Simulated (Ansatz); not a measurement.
**Ligand exchange: C4H9Cl + GeH3F → C4H9F + GeH3Cl**

Species: C4H9Cl (1-chloro-2-methylpropane) `CC(C)CCl`, singlet; GeH3F (fluorogermane) `[F][GeH3]`, singlet; C4H9F `CC(C)CF`, singlet; GeH3Cl (chlorogermane) `[Cl][GeH3]`, singlet. The partners trade Cl for F: C–Cl and Ge–F bonds give way to C–F and Ge–Cl.

Shapes, held fixed at every level: PBE0-D4/def2-TZVP. Flexible molecules stand in one conformer, not always the lowest. Programs: Ansatz 0.2.0. The zero-point and thermal change to 298 K, harmonic and unscaled (PBE0-D4/def2-TZVP), is +1.8 kJ/mol.

| level | kind | ΔH(298 K) (kJ/mol) | less CCSD(T)/def2-TZVPP |
| --- | --- | --- | --- |
| HF/def2-SVP | Hartree–Fock | -19.9 | -26.8 |
| BHLYP-D4/def2-TZVPP | global hybrid | +0.1 | -6.8 |
| wB97M-V/def2-TZVPP | range-separated hybrid | +3.2 | -3.7 |
| B2PLYP/def2-TZVPP | double hybrid | +5.9 | -1.0 |
| MP2/def2-SVP | perturbation theory | +6.4 | -0.5 |
| CCSD(T)/def2-SVP | coupled cluster or CI | -0.8 | -7.7 |
| CCSD(T)/def2-TZVPP | coupled cluster or CI | +6.9 | 0.0 |

The highest level, CCSD(T)/def2-TZVPP, gives ΔH(298 K) = +6.9 kJ/mol; the levels span -19.9 to +6.9. They disagree on the sign: 5 of 7 are positive. The column of differences is taken from that level and isn't an error. No measured value is set beside it here. Relativity is left out for Ge unless named. Correlated rows may include outer-core shells of Ge, which these sets cover unevenly.

The exchange is close to thermoneutral, with a slight preference for keeping fluorine on germanium and chlorine on carbon: the highest level gives +6.9 kJ/mol, and all four def2-TZVPP results are positive, though BHLYP-D4 only barely so. Germanium is more electropositive than carbon, so its bond to fluorine gains more from ionic character. The balance stays small because replacing chlorine by fluorine also strengthens the bond to carbon considerably, through better overlap with the compact 2p shell and a strongly polar bond, and most of the gain at one centre is offset by the loss at the other.

Enlarging the basis moves CCSD(T) from -0.8 to +6.9 kJ/mol, a shift as large as the reaction enthalpy itself. The closeness of MP2/def2-SVP to the highest level therefore probably reflects cancelling basis-set and correlation errors. The calculations support a weak endothermic preference rather than a strong driving force, and an enthalpy this small doesn't settle the position of equilibrium, where entropy also counts.
